**Quartet BeTl: predicting two compressed bond lengths from ten longer ones**

The table holds energy, dipole, Löwdin charge, gap, Mayer bond order and $\langle S^2\rangle$ of quartet BeTl ($\sigma^1\pi^2$) against bond length, from UKS PBE0/aug-cc-pVDZ(-PP) with an ECP in PySCF, without spin-orbit coupling. The program fits a Morse curve to the energy, a capped two-level form and an exponential to the Mayer order, and compares the dipole with charge times distance, using the ten known rows only. For each column it predicts the two withheld rows as the mean of two forms, with a bar from their spread, a back-test and the rounding. All computed values fall inside the bars, the largest miss being 0.77 of a bar for the dipole. The ten-row Morse curve lies 0.038 eV too low at 2.239 Å, and the two Mayer forms miss there in opposite directions (1.43 and 1.65 against 1.53). The minimum is estimated near 2.26 Å but is not bracketed by computed points.

Quartet BeTl (σ¹π² unpaired) at fixed bond lengths, computed with PySCF 2.14.0 using unrestricted PBE0, aug-cc-pVDZ on Be and aug-cc-pVDZ-PP with a 60-electron core potential on Tl. Orbital occupation is held and spin-orbit coupling omitted. Energy is relative to separated ground-state atoms, the dipole is positive for Be⁻Tl⁺, and the gap is HOMO–LUMO.

## Program and output

```python
# Table: quartet BeTl (sigma1 pi2), UKS PBE0/aug-cc-pVDZ(-PP) with ECP, PySCF, no spin-orbit coupling:
# energy, dipole, Loewdin charge, gap, Mayer order, <S^2> against bond length.
# Tested: Morse energy, two-level sigma model of the Mayer order, charge x distance for the dipole,
# and predictions of the withheld short-bond rows from fits to the other rows alone.
T = {
    'r': [2.239, 2.343, 2.447, 2.525, 2.603, 2.681, 2.785, 2.915, 3.071, 3.28, 3.592, 4.035],  # Å
    'e': [0.655, 0.672, 0.743, 0.818, 0.906, 1.001, 1.133, 1.299, 1.49, 1.723, 2.016, 2.324],  # eV
    'dipole': [0.6, 0.68, 0.78, 0.85, 0.94, 1.02, 1.14, 1.28, 1.44, 1.63, 1.85, 2.02],  # D
    'q': [-0.3, -0.27, -0.25, -0.24, -0.22, -0.21, -0.2, -0.18, -0.16, -0.14, -0.12, -0.1],  # e
    'gap': [1.21, 1.06, 0.93, 0.85, 0.79, 0.74, 0.69, 0.66, 0.65, 0.67, 0.79, 0.97],  # eV
    'mayer': [1.53, 1.42, 1.32, 1.26, 1.2, 1.16, 1.11, 1.07, 1.05, 1.03, 1.02, 1.02],
    's2': [3.754, 3.754, 3.753, 3.753, 3.752, 3.752, 3.752, 3.751, 3.751, 3.751, 3.751, 3.751],
}
HELD = [0, 1]  # rows withheld from the fit
import numpy as np
from scipy.optimize import curve_fit
from scipy.constants import e as qe, c
D = {k: np.array(T[k], dtype=float) for k in ['r', 'e', 'dipole', 'q', 'gap', 'mayer', 's2']}
r = D['r']
K = np.array(sorted([i for i in range(len(r)) if i not in HELD], key=lambda i: r[i]))
x = r[K]
eA = qe * 1e-10 / (1e-21 / c)  # debye per e*Angstrom
morse = lambda z, E0, De, a, re: E0 + De * (1 - np.exp(-a * (z - re)))**2
expo = lambda z, b, A, k: b + A * np.exp(-k * (z - 2.5))
logi = lambda z, b, k, r0: b + 0.5 / (1 + np.exp(k * (z - r0)))
fit = lambda f, p0, u, v: curve_fit(f, u, v, p0=p0, maxfev=50000)[0]
def nl(f, p0):
    return lambda u, v, z: f(z, *fit(f, p0, u, v))
def po(n, deg, inv=False):
    g = (lambda t: 2.5 / t - 1) if inv else (lambda t: t - 2.5)
    return lambda u, v, z: np.polyval(np.polyfit(g(u[:n]), v[:n], deg), g(z))
pM, pL, pE = [0.65, 2.2, 1.15, 2.25], [1.02, 6.0, 2.5], [1.02, 0.26, 3.5]
M = {'e': ('eV', 5e-4, 'Morse', nl(morse, pM), 'cubic in 1/r, 6 rows', po(6, 3, True)),
     'dipole': ('D', 5e-3, 'line, 4 rows', po(4, 1), 'parabola, 6 rows', po(6, 2)),
     'q': ('e', 5e-3, 'exponential', nl(expo, [-0.09, -0.15, 1.3]), 'line, 4 rows', po(4, 1)),
     'mayer': ('', 5e-3, 'two-level', nl(logi, pL), 'exponential', nl(expo, pE)),
     'gap': ('eV', 5e-3, 'parabola in r, 5 rows', po(5, 2), 'parabola in 1/r, 5 rows', po(5, 2, True)),
     's2': ('', 5e-4, 'last value', po(1, 0), 'line, 4 rows', po(4, 1))}
E, mu, q, B = D['e'][K], D['dipole'][K], D['q'][K], D['mayer'][K]
for n in (len(K), 7):
    p = fit(morse, pM, x[:n], E[:n])
    rms = np.std(morse(x[:n], *p) - E[:n])
    print(f"Morse, {n} shortest known rows: Emin {p[0]:.3f} D {p[1]:.2f} limit {p[0]+p[1]:.2f} eV, a {p[2]:.2f}/A, re {p[3]:.3f}, inflection {p[3]+np.log(2)/p[2]:.2f} A, rms {rms:.4f} eV")
sl, mid = np.diff(E) / np.diff(x), (x[1:] + x[:-1]) / 2
print("dE/dr eV/A at midpoints:", " ".join(f"{a:.2f}:{b:.2f}" for a, b in zip(mid, sl)))
l, ex = fit(logi, pL, x, B), fit(expo, pE, x, B)
print(f"Mayer two-level: base {l[0]:.3f}, cap {l[0]+0.5:.3f}, k {l[1]:.2f}/A, r0 {l[2]:.3f} A, rms {np.std(logi(x,*l)-B):.4f}")
print(f"Mayer exponential: base {ex[0]:.3f}, k {ex[2]:.2f}/A, rms {np.std(expo(x,*ex)-B):.4f} (rounding 0.005)")
print("r A | model-table: Morse eV, two-level, exponential | -q*r D (rounding), -q*r minus dipole D")
p = fit(morse, pM, x, E)
for i, z in enumerate(x):
    print(f"{z:.3f} | {morse(z,*p)-E[i]:+.4f} {logi(z,*l)-B[i]:+.3f} {expo(z,*ex)-B[i]:+.3f} | {-q[i]*z*eA:.2f} ({0.005*z*eA:.2f}) {-q[i]*z*eA-mu[i]:+.2f}")
assert np.all(sl > 0) and 0 < np.argmax(sl) < len(sl) - 1
assert np.all(np.abs(D['s2'][K] - 3.75) < 0.01)
assert np.all(np.abs(B[-2:] - 1.0) < 0.05)
assert np.all(np.diff(mu) > 0) and -q[0] * x[0] > -q[-1] * x[-1]
print("Prediction = mean of two forms; bar = half spread + back-test miss + rounding")
for k, (u, h, n1, f1, n2, f2) in M.items():
    y = D[k][K]
    print(f"{k} {u}: form 1 {n1}; form 2 {n2}; rounding {h}")
    for i in sorted(HELD, key=lambda t: -r[t]):
        j = int(np.argmax(x - x[0] >= x[0] - r[i]))
        bt = (f1(x[j:], y[j:], x[0]) + f2(x[j:], y[j:], x[0])) / 2 - y[0]
        a, b = f1(x, y, r[i]), f2(x, y, r[i])
        m, bar = (a + b) / 2, abs(a - b) / 2 + abs(bt) + h
        d = D[k][i] - m
        print(f"  r {r[i]:.3f}: forms {a:.3f} {b:.3f}, back-test {bt:+.3f}, predicted {m:.3f} +- {bar:.3f}, computed {D[k][i]:.3f}, miss {d:+.3f} = {abs(d)/bar:.2f} bar")
o = np.argsort(r)[:3]
print("Computed energy steps, 3 shortest rows, eV:", " ".join(f"{v:+.3f}" for v in np.diff(D['e'][o])),
      "; slopes eV/A:", " ".join(f"{v:+.2f}" for v in np.diff(D['e'][o]) / np.diff(r[o])))
w = np.polyfit(r[o], D['e'][o], 2)
print(f"Parabola through them: curvature {2*w[0]:.2f} eV/A^2, vertex {-w[1]/(2*w[0]):.3f} A")
for i in HELD:
    t = -D['q'][i] * r[i] * eA
    print(f"r {r[i]:.3f}: -q*r {t:.2f} D, minus dipole {t-D['dipole'][i]:+.2f} D; Mayer minus two-level cap {D['mayer'][i]-l[0]-0.5:+.3f}")
```

Printed output:

```
Morse, 10 shortest known rows: Emin 0.614 D 2.23 limit 2.84 eV, a 1.14/A, re 2.207, inflection 2.82 A, rms 0.0015 eV
Morse, 7 shortest known rows: Emin 0.649 D 2.02 limit 2.67 eV, a 1.27/A, re 2.257, inflection 2.80 A, rms 0.0002 eV
dE/dr eV/A at midpoints: 2.49:0.96 2.56:1.13 2.64:1.22 2.73:1.27 2.85:1.28 2.99:1.22 3.18:1.11 3.44:0.94 3.81:0.70
Mayer two-level: base 1.023, cap 1.523, k 5.64/A, r0 2.507 A, rms 0.0039
Mayer exponential: base 1.013, k 3.39/A, rms 0.0045 (rounding 0.005)
r A | model-table: Morse eV, two-level, exponential | -q*r D (rounding), -q*r minus dipole D
2.447 | -0.0018 -0.005 +0.006 | 2.94 (0.06) +2.16
2.525 | +0.0015 +0.000 -0.007 | 2.91 (0.06) +2.06
2.603 | +0.0016 +0.007 -0.002 | 2.75 (0.06) +1.81
2.681 | +0.0008 -0.001 -0.005 | 2.70 (0.06) +1.68
2.785 | -0.0005 -0.001 +0.003 | 2.68 (0.07) +1.54
2.915 | -0.0018 -0.001 +0.007 | 2.52 (0.07) +1.24
3.071 | -0.0015 -0.007 +0.001 | 2.36 (0.07) +0.92
3.280 | +0.0007 -0.001 +0.002 | 2.21 (0.08) +0.58
3.592 | +0.0023 +0.004 -0.000 | 2.07 (0.09) +0.22
4.035 | -0.0012 +0.003 -0.005 | 1.94 (0.10) -0.08
Prediction = mean of two forms; bar = half spread + back-test miss + rounding
e eV: form 1 Morse; form 2 cubic in 1/r, 6 rows; rounding 0.0005
  r 2.343: forms 0.660 0.673, back-test -0.008, predicted 0.666 +- 0.015, computed 0.672, miss +0.006 = 0.37 bar
  r 2.239: forms 0.617 0.658, back-test -0.016, predicted 0.638 +- 0.038, computed 0.655, miss +0.017 = 0.47 bar
dipole D: form 1 line, 4 rows; form 2 parabola, 6 rows; rounding 0.005
  r 2.343: forms 0.668 0.672, back-test -0.022, predicted 0.670 +- 0.029, computed 0.680, miss +0.010 = 0.34 bar
  r 2.239: forms 0.560 0.571, back-test -0.035, predicted 0.565 +- 0.045, computed 0.600, miss +0.035 = 0.77 bar
q e: form 1 exponential; form 2 line, 4 rows; rounding 0.005
  r 2.343: forms -0.273 -0.270, back-test +0.005, predicted -0.271 +- 0.012, computed -0.270, miss +0.001 = 0.13 bar
  r 2.239: forms -0.297 -0.288, back-test +0.001, predicted -0.293 +- 0.010, computed -0.300, miss -0.007 = 0.71 bar
mayer : form 1 two-level; form 2 exponential; rounding 0.005
  r 2.343: forms 1.381 1.458, back-test +0.005, predicted 1.420 +- 0.048, computed 1.420, miss +0.000 = 0.01 bar
  r 2.239: forms 1.433 1.646, back-test +0.024, predicted 1.540 +- 0.136, computed 1.530, miss -0.010 = 0.07 bar
gap eV: form 1 parabola in r, 5 rows; form 2 parabola in 1/r, 5 rows; rounding 0.005
  r 2.343: forms 1.050 1.061, back-test -0.001, predicted 1.056 +- 0.012, computed 1.060, miss +0.004 = 0.38 bar
  r 2.239: forms 1.194 1.232, back-test -0.024, predicted 1.213 +- 0.048, computed 1.210, miss -0.003 = 0.06 bar
s2 : form 1 last value; form 2 line, 4 rows; rounding 0.0005
  r 2.343: forms 3.753 3.754, back-test -0.001, predicted 3.753 +- 0.001, computed 3.754, miss +0.001 = 0.46 bar
  r 2.239: forms 3.753 3.754, back-test -0.001, predicted 3.754 +- 0.002, computed 3.754, miss +0.000 = 0.25 bar
Computed energy steps, 3 shortest rows, eV: +0.017 +0.071 ; slopes eV/A: +0.16 +0.68
Parabola through them: curvature 4.99 eV/A^2, vertex 2.258 A
r 2.239: -q*r 3.23 D, minus dipole +2.63 D; Mayer minus two-level cap +0.007
r 2.343: -q*r 3.04 D, minus dipole +2.36 D; Mayer minus two-level cap -0.103
```
